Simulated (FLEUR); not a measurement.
# Collinear magnetic orders and shell couplings in CsCl-type VCo and MnHg with PBEsol

In the lowest calculated order of MnHg, every manganese moment is opposed to its six nearest manganese neighbours. The obvious reading is that an antiparallel coupling between nearest neighbours decides the order, yet such a coupling alone cannot explain the energies of the other orders. VCo, with the same structure type, prefers parallel cobalt moments. Which shells decide matters for any spin model used to estimate ordering temperatures or spin-wave energies, since a coupling assigned to the wrong distance gives wrong excitations even when the lowest order is right. Four collinear orders of each compound are compared in PBEsol at fixed atomic positions. Energies are per magnetic atom (Co or Mn) and are measured from the parallel order of the same compound.

## Calculations

Crystals from measured cells of the Crystallography Open Database and cells of the Materials Project database (relaxed there by DFT), atoms fixed in all runs. FLEUR MaX-R8.1, all-electron LAPW with Kmax 3.6 1/bohr, Fermi-Dirac smearing of 0.03 to 0.05 eV, k meshes whose coarsest spacing along a reciprocal vector is 0.22 to 0.41 1/Å over all runs (2π included). Functional: PBEsol, no Hubbard U; collinear spins, no spin-orbit coupling. Each order is started from typed moments in the primitive cell or in a cell doubled at wavevector q (fractions of the primitive reciprocal vectors; signs in the order of the magnetic atoms), on meshes of about the same density or denser; only runs that kept their pattern of signs are listed. The first three shells of magnetic neighbours are in VCo (CsCl-type, Pm-3m) 6 at 2.89 Å, 12 at 4.09 Å, 8 at 5.01 Å; in MnHg (CsCl-type, Pm-3m) 6 at 3.31 Å, 12 at 4.69 Å, 8 at 5.74 Å. Runs that did not converge or carry a known fault are not listed. The same in all rows: metal or insulator in the row's run, judged by its smearing entropy or density of states at the Fermi energy (a gap under a few smearing widths counts as a metal): metal.

Notes on method and selection:

- In a Heisenberg model with E = -sum over ordered pairs of J e_i.e_j, the energy per magnetic atom is E0 less the sum over shells of J times the listed sum; further shells and changes of moment size are outside it.
- Each state is what a run reaches from typed starting moments; only a few collinear orders were started, so the lowest found need not be the ground state. Spin-orbit coupling is left out of these energies, which are free energies at the smearing width. A magnetic atom is one that was given a starting moment.
- Site moments count the spin inside each program's own atomic sphere, so they depend somewhat on its radius and leave out the spin between the spheres.
- Runs that did not converge, have known faults or may not be shown are not listed, and runs on Ansatz's PAW sets soft_1 and soft_2 are kept to separate tables.

Columns:

- first shell: sum of e_i.e_j over the first shell of magnetic neighbours, mean over magnetic atoms (+1 parallel, -1 opposed).
- second shell: sum of e_i.e_j over the second shell of magnetic neighbours, mean over magnetic atoms (+1 parallel, -1 opposed).
- third shell: sum of e_i.e_j over the third shell of magnetic neighbours, mean over magnetic atoms (+1 parallel, -1 opposed).
- moment (μB): largest site spin moment.
- energy (meV): energy less that of the parallel order of the same system, per magnetic atom.

## Computed values

```
member                                               system                   first shell  second shell  third shell  moment (μB)  energy (meV)  remark
VCo (CsCl-type, Pm-3m): opposed q=(1/2,1/2,1/2) +-   VCo (CsCl-type, Pm-3m)   −6           12            −8           1.17         41.0
VCo (CsCl-type, Pm-3m): opposed q=(0,1/2,1/2) +-     VCo (CsCl-type, Pm-3m)   −2           −4            8            1.22         34.0
VCo (CsCl-type, Pm-3m): opposed q=(0,0,1/2) +-       VCo (CsCl-type, Pm-3m)   2            −4            −8           1.21         64.3
VCo (CsCl-type, Pm-3m): parallel +                   VCo (CsCl-type, Pm-3m)   6            12            8            1.25         0.0           cell relaxed by DFT in the Materials Project; the phase may be known from computation alone
MnHg (CsCl-type, Pm-3m): opposed q=(1/2,1/2,1/2) +-  MnHg (CsCl-type, Pm-3m)  −6           12            −8           3.95         −88.5
MnHg (CsCl-type, Pm-3m): opposed q=(0,1/2,1/2) +-    MnHg (CsCl-type, Pm-3m)  −2           −4            8            3.92         68.1
MnHg (CsCl-type, Pm-3m): opposed q=(0,0,1/2) +-      MnHg (CsCl-type, Pm-3m)  2            −4            −8           3.93         −44.2
MnHg (CsCl-type, Pm-3m): parallel +                  MnHg (CsCl-type, Pm-3m)  6            12            8            3.93         0.0
```

## Mechanism

Of the four orders, the parallel one is lowest in VCo, 34.0 meV below the next. In MnHg the order with q=(1/2,1/2,1/2) is lowest, 88.5 meV below the parallel order and 88.5 − 44.2 = 44.3 meV below the next.

Let P denote the parallel order and R, M and X the orders with q=(1/2,1/2,1/2), (0,1/2,1/2) and (0,0,1/2). The Heisenberg expression then gives, with positive J favouring parallel moments:

J₁ = (E_M − E_X + E_R − E_P)/16
J₂ = (E_M + E_X − E_R − E_P)/32
J₃ = (3E_X − 3E_M + E_R − E_P)/64

For MnHg, J₁ = (68.1 + 44.2 − 88.5)/16 = 1.49, J₂ = (68.1 − 44.2 + 88.5)/32 = 3.51 and J₃ = (−3 × 44.2 − 3 × 68.1 − 88.5)/64 = −6.65 meV. For VCo, J₁ = (34.0 − 64.3 + 41.0)/16 = 0.67, J₂ = (34.0 + 64.3 − 41.0)/32 = 1.79 and J₃ = (3 × 64.3 − 3 × 34.0 + 41.0)/64 = 2.06 meV. Four energies fix four constants, so the full model leaves no residual by which to judge it.

The second and third shells therefore carry most of the energy differences. In MnHg they favour parallel and opposed moments respectively, and R satisfies both. Going from P to R costs 12 × 1.49 = 17.9 meV in the first shell and gains 16 × 6.65 = 106.4 meV in the third. In VCo all three constants are positive, which selects the parallel order.

Geometry suggests why so distant a shell matters: third neighbours lie along the body diagonal of the cube, with a Hg or V atom exactly midway. A plausible mechanism is coupling through the orbitals of that atom. The nearly half-filled d shell of manganese gains energy from hopping mainly when the moments are opposed, whereas the fuller d shell of cobalt, hybridised with vanadium d states, can favour parallel moments.

## Outliers

The parallel order of VCo fits a model of fixed cobalt moments least well on physical grounds. Only there does vanadium carry a moment, along that of cobalt; in the opposed orders the cobalt neighbours of each vanadium atom cancel. If this polarisation lowers the parallel order by δ, it adds δ/16, δ/32 and δ/64 to J₁, J₂ and J₃. A δ of 16 × 0.67 = 10.7 meV would account for the whole of J₁ and leave J₂ = 1.79 − 10.7/32 = 1.46 and J₃ = 2.06 − 10.7/64 = 1.89 meV. The small first-shell constant of VCo may thus be a vanadium effect, while the preference of the third shell for parallel moments is much less sensitive to it.

MnHg has no comparable complication: mercury is almost unpolarised, and the manganese moments differ by only 3.95 − 3.92 = 0.03 μB. Its J₁ is uncertain for another reason, which applies to VCo as well. In these four orders the fifth shell, at √5 cube edges, always has four times the first-shell sum, so the fitted J₁ is really J₁ + 4J₅, plus any contribution from still more distant shells. The fitted J₂ contains twice the sixth-shell coupling in the same way. The sign of the nearest-neighbour coupling alone therefore remains open. The third-shell constant is cleaner, because the next shell with the same sign pattern lies at √11 cube edges.

## Worked examples

**Can the nearest-neighbour coupling of MnHg be taken from the parallel and R orders alone?**
With only the first shell, E_R − E_P = 12J₁, so J₁ = −88.5/12 = −7.4 meV. The same model requires E_M − E_X = 4J₁, which is −88.5/3 = −29.5 meV. The calculated difference is 68.1 + 44.2 = +112.3 meV, of opposite sign. Adding a second shell does not help, because M and X have the same second-shell sum. The two-order estimate is therefore wrong, and a third-shell term is needed.

**Can one order be estimated from the other three?**
If the first shell is neglected, E_P + E_X = E_R + E_M.

- For VCo this gives E_P = 41.0 + 34.0 − 64.3 = 10.7 meV, against 0.0 calculated.
- For MnHg it gives E_P = −88.5 + 68.1 + 44.2 = 23.8 meV, against 0.0 calculated.

Whichever order is left out, the miss has the same size, because it is the neglected first-shell term. The neglect was suggested by a fit to these same energies, so this is a check of its cost and not an independent test. Using the mean of the other three orders instead gives root-mean-square misses of about 31 meV in VCo and about 77 meV in MnHg. The relation is about three times better in both compounds. It is good enough for a first ranking of well-separated orders, but not for differences of 10 to 20 meV.

## Closing remarks

Among the four orders, VCo is lowest with parallel moments and MnHg with q=(1/2,1/2,1/2). Within the three-shell model, second and third neighbours account for most of the differences in both. Longer-period, non-collinear or other collinear orders could lie lower still.

The constants belong to these fixed cells. Relaxing each order separately would lower its energy by its own amount, and M and X could also gain from a tetragonal distortion. A Hubbard U on manganese would be expected to weaken antiparallel coupling that arises from hopping, moving R upwards towards the parallel order. In VCo, spin fluctuations missing from PBEsol would tend to reduce the moments and with them the energy differences. Spin-orbit coupling would add a dependence on the direction of the moments, which these energies do not contain.

[Logs are printed without paths, hosts, clocks, repeated set-up lines and the standing remarks that a program may print on its own settings, such as how far it seeks lower states.]
